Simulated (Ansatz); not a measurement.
## Ligand exchange: C2H6AlBr + CH4O → C2H7AlO + CH3Br

Species: C2H6AlBr `C[CH2][AlH][Br]`, singlet; CH4O (methanol) `CO`, singlet; C2H7AlO `C[CH2][AlH][OH]`, singlet; CH3Br (bromomethane) `CBr`, singlet. The partners trade Br for OH: Al–Br and C–OH bonds give way to Al–OH and C–Br.

Shapes, held fixed at every level: PBE0-D4/def2-TZVP. Flexible molecules stand in one conformer, not always the lowest. Programs: Ansatz 0.2.0. The zero-point and thermal change to 298 K, harmonic and unscaled (PBE0-D4/def2-TZVP), is -4.8 kJ/mol.

```
                level                    kind  ΔH(298 K) (kJ/mol)  less CCSD(T)/def2-TZVPP
    PBE-D4/def2-TZVPP                     GGA               -11.5                     +3.7
r2SCAN0-D4/def2-TZVPP           global hybrid                -7.9                     +7.3
   wB97M-V/def2-TZVPP  range-separated hybrid               -12.2                     +3.0
    B2PLYP/def2-TZVPP           double hybrid               -17.4                     -2.2
         MP2/def2-SVP     perturbation theory                +1.0                    +16.2
       MP2/def2-TZVPP     perturbation theory               -18.5                     -3.3
      CCSD/def2-TZVPP   coupled cluster or CI               -13.5                     +1.7
   CCSD(T)/def2-TZVPP   coupled cluster or CI               -15.2                      0.0
```

The highest level, CCSD(T)/def2-TZVPP, gives ΔH(298 K) = -15.2 kJ/mol; the levels span -18.5 to +1.0. They disagree on the sign: 1 of 8 are positive. The column of differences is taken from that level and isn't an error. No measured value is set beside it here. Relativity is left out for Br unless named. Correlated rows may include outer-core shells of Br, which these sets cover unevenly.

The exchange is mildly exothermic, because two large bond contributions nearly cancel. Aluminium gains by trading bromide for the harder, more electronegative hydroxide: the Al–O bond is strongly polar, with probably some lone-pair donation from oxygen into the empty Al 3p orbital. Carbon pays for much of this by giving up a strong C–O bond for a weaker C–Br bond, whose overlap with the larger, more diffuse bromine valence orbitals is poorer.

With so small a balance, modest errors in describing either bond matter. The only positive value, +1.0 kJ/mol, comes from MP2 in the small basis; the same method with def2-TZVPP gives -18.5 kJ/mol, so the sign change reflects the basis set rather than a real dispute between methods. All the larger-basis results support a weakly exothermic exchange, though its exact size is less secure. This does not make bromomethane the expected product of mixing the reagents, since protonolysis of the Al–H or Al–C bond by methanol is a well-known and much more favourable competing path.
